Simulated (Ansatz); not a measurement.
# Abstraction of H: SiH2(NH2)2 + C2H6AlS → SiH2(NH)(NH2) + C2H7AlS

Gas-phase species: SiH2(NH2)2, singlet; C2H6AlS `[CH3][Al][S]C`, doublet; SiH2(NH)(NH2), doublet; C2H7AlS `[CH3][AlH][S]C`, singlet. A radical takes H: the energy is the difference in strength between the N–H bond broken and the Al–H bond made.

Shapes, held fixed at every level: PBE0-D4/def2-TZVP. Flexible molecules stand in one conformer, not always the lowest. Programs: Ansatz 0.2.0. The zero-point and thermal change to 298 K, harmonic and unscaled (PBE0-D4/def2-TZVP), is -17.6 kJ/mol.

Task: Estimate ΔH(298 K) of this reaction.

Result: The highest level, CCSD(T)/CBS estimate, gives ΔH(298 K) = +114.5 kJ/mol; the levels span +67.0 to +125.5. The column of differences is taken from that level and isn't an error. No measured value is set beside it here. Open shells run unrestricted. The CBS estimate extrapolates MP2 from def2-TZVPP and def2-QZVPP and adds CCSD(T) − MP2 in the triple-zeta set, cores frozen.

```
                level                    kind  ΔH(298 K) (kJ/mol)  less CCSD(T)/CBS estimate
         MP2/def2-SVP     perturbation theory              +125.5                      +11.0
          HF/def2-SVP            Hartree–Fock               +67.0                      -47.5
  B3LYP-D4/def2-TZVPP           global hybrid              +107.5                       -7.0
r2SCAN0-D4/def2-TZVPP           global hybrid              +107.7                       -6.8
   wB97M-V/def2-TZVPP  range-separated hybrid              +102.8                      -11.7
        CCSD/def2-SVP   coupled cluster or CI              +101.3                      -13.2
 CCSD(T)/CBS estimate   coupled cluster or CI              +114.5                        0.0
```

Hydrogen transfer from nitrogen to aluminium is strongly endothermic at every level, +114.5 kJ/mol at the highest, so the N–H bond broken is much stronger than the Al–H bond made. Nitrogen's compact valence orbitals overlap well with H 1s, and the polarity of the bond strengthens it further. Aluminium bonds through more diffuse 3s and 3p orbitals, and its unpaired electron probably sits in an s-rich orbital that must rehybridise as Al(II) becomes Al(III). The negative vibrational and thermal term fits the exchange of a stiff N–H oscillator for a softer Al–H one.

Hartree–Fock gives only +67.0 kJ/mol, which suggests that the correlation energy lost with the N–H pair exceeds that gained with the Al–H pair. In the same basis MP2 lies well above CCSD, so second-order theory probably exaggerates this imbalance.

The reverse reaction, in which the aminyl radical takes hydrogen from aluminium, is therefore favoured in enthalpy, though its rate depends on a barrier that these energies don't give.
